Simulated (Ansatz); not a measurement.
Ligand exchange: GeH3Br + CHI3 → GeH3I + CHBrI2

Species: GeH3Br `[GeH3][Br]`, singlet; CHI3 (iodoform) `IC(I)I`, singlet; GeH3I `[GeH3][I]`, singlet; CHBrI2 (bromodiiodomethane) `BrC(I)I`, singlet. The partners trade Br for I: Ge–Br and C–I bonds give way to Ge–I and C–Br.

Shapes, held fixed at every level: PBE0-D4/def2-TZVP. Programs: Ansatz 0.2.0. The zero-point and thermal change to 298 K, harmonic and unscaled (PBE0-D4/def2-TZVP), is +0.2 kJ/mol.

```tsv
level	kind	ΔH(298 K) (kJ/mol)	less CCSD(T)/def2-TZVPP	CPU time (sum over the molecules)
PBE-D4/def2-TZVPP	GGA	+5.4	-4.6	31 s
BHLYP-D4/def2-TZVPP	global hybrid	+9.1	-0.9	56 s
r2SCAN0-D4/def2-TZVPP	global hybrid	+5.3	-4.7	73 s
wB97X-V/def2-TZVPP	range-separated hybrid	+7.1	-2.9	1.7 min
B2PLYP/def2-TZVPP	double hybrid	+8.5	-1.5	85 s
CCSD/def2-SVP	coupled cluster or CI	+4.4	-5.6	–
CCSD/def2-TZVPP	coupled cluster or CI	+9.3	-0.7	–
CCSD(T)/def2-TZVPP	coupled cluster or CI	+10.0	0.0	37 min
```

The highest level, CCSD(T)/def2-TZVPP, gives ΔH(298 K) = +10.0 kJ/mol; the levels span +4.4 to +10.0. The column of differences is taken from that level and isn't an error. No measured value is set beside it here. For atoms past krypton def2 sets carry core potentials with scalar relativity. Relativity is left out for Br, Ge. Outer-core shells of Br, Ge, I are correlated in most correlated rows, in sets that cover them unevenly. Times are processor times on shared x86 and Arm servers, and rough.

Every level makes the exchange endothermic, so bromine prefers germanium and iodine is better left on carbon. The likely reason is bond polarity. Germanium is more electropositive than carbon, so its bond to halogen has more ionic character and loses more when bromine gives way to the larger, less electronegative iodine. Carbon gains less from the reverse swap. Relief of crowding between the iodines of iodoform should favour the products, but evidently doesn't outweigh this preference.

The preference is modest, and its size is less secure than its sign. With CCSD, going from def2-SVP to def2-TZVPP raises the enthalpy from +4.4 to +9.3 kJ/mol, whereas adding triples in the larger basis brings it only to +10.0. The basis therefore matters more here than the triples, and convergence beyond triple-zeta remains untested. A positive enthalpy doesn't by itself fix the position of equilibrium, since the loss of iodoform's threefold symmetry gives the products an entropic advantage.
